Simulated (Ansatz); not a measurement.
A family of molecules: the atomisation energy (no zero-point term)

One atom is swapped for its congeners: CHBrF2 (bromodifluoromethane) `FC(F)Br`; CHBrClF (bromochlorofluoromethane) `FC(Cl)Br`; CHBr2F (dibromofluoromethane) `FC(Br)Br`; CHBrFI `FC(Br)I`. All are singlets with charge 0.

Shapes, held fixed at every level: PBE0-D4/def2-TZVP. Programs: Ansatz 0.2.0. Values in eV.

**Question.** How should the atomisation energy change along the series?

**Answer.** At CCSD(T)/def2-TZVPP the atomisation energy falls at every step, from 16.96 to 14.28 eV. Every level shows the same order. For atoms past krypton def2 sets carry core potentials with scalar relativity. Relativity is left out for Br unless named. Correlated rows may include outer-core shells of Br, I, which these sets cover unevenly. Spin-orbit coupling, which grows down the group, is left out (summed over each molecule's free atoms 0.19, 0.21, 0.32, 0.49 eV).

```json
{"level": "PBE-D4/def2-TZVPP", "CHBrF2": "18.44", "CHBrClF": "16.76", "CHBr2F": "16.20", "CHBrFI": "15.65"}
{"level": "r2SCAN-D4/def2-TZVPP", "CHBrF2": "17.70", "CHBrClF": "16.09", "CHBr2F": "15.54", "CHBrFI": "14.94"}
{"level": "wB97M-V/def2-TZVPP", "CHBrF2": "17.52", "CHBrClF": "15.91", "CHBr2F": "15.26", "CHBrFI": "14.66"}
{"level": "MP2/def2-SVP", "CHBrF2": "17.05", "CHBrClF": "15.22", "CHBr2F": "14.68", "CHBrFI": "14.04"}
{"level": "MP2/def2-TZVPP", "CHBrF2": "17.78", "CHBrClF": "16.09", "CHBr2F": "15.57", "CHBrFI": "15.03"}
{"level": "CCSD(T)/def2-TZVPP", "CHBrF2": "16.96", "CHBrClF": "15.33", "CHBr2F": "14.83", "CHBrFI": "14.28"}
```

Replacing one fluorine by a heavier halogen weakens the binding at every level, with by far the largest loss between fluorine and chlorine. The compact fluorine 2p shell overlaps well with carbon, and the large electronegativity difference adds ionic stabilisation. Down the group the valence p orbitals become more diffuse and the bond longer and less polar. The first substitution also breaks up a geminal CF2 unit, so lost lone-pair donation into the neighbouring C–F antibonding orbital probably enlarges that step.

The atomic spin-orbit terms would lower the atomisation energies most for the iodine compound, steepening the decline without changing the order. The trend is much firmer than the absolute energies, since much of the spread between methods is common to all four molecules. MP2 binds more strongly in the larger basis, so the closeness of its def2-SVP values to CCSD(T)/def2-TZVPP probably reflects cancelling errors. A total atomisation energy doesn't by itself identify the weakest bond or establish kinetic stability.
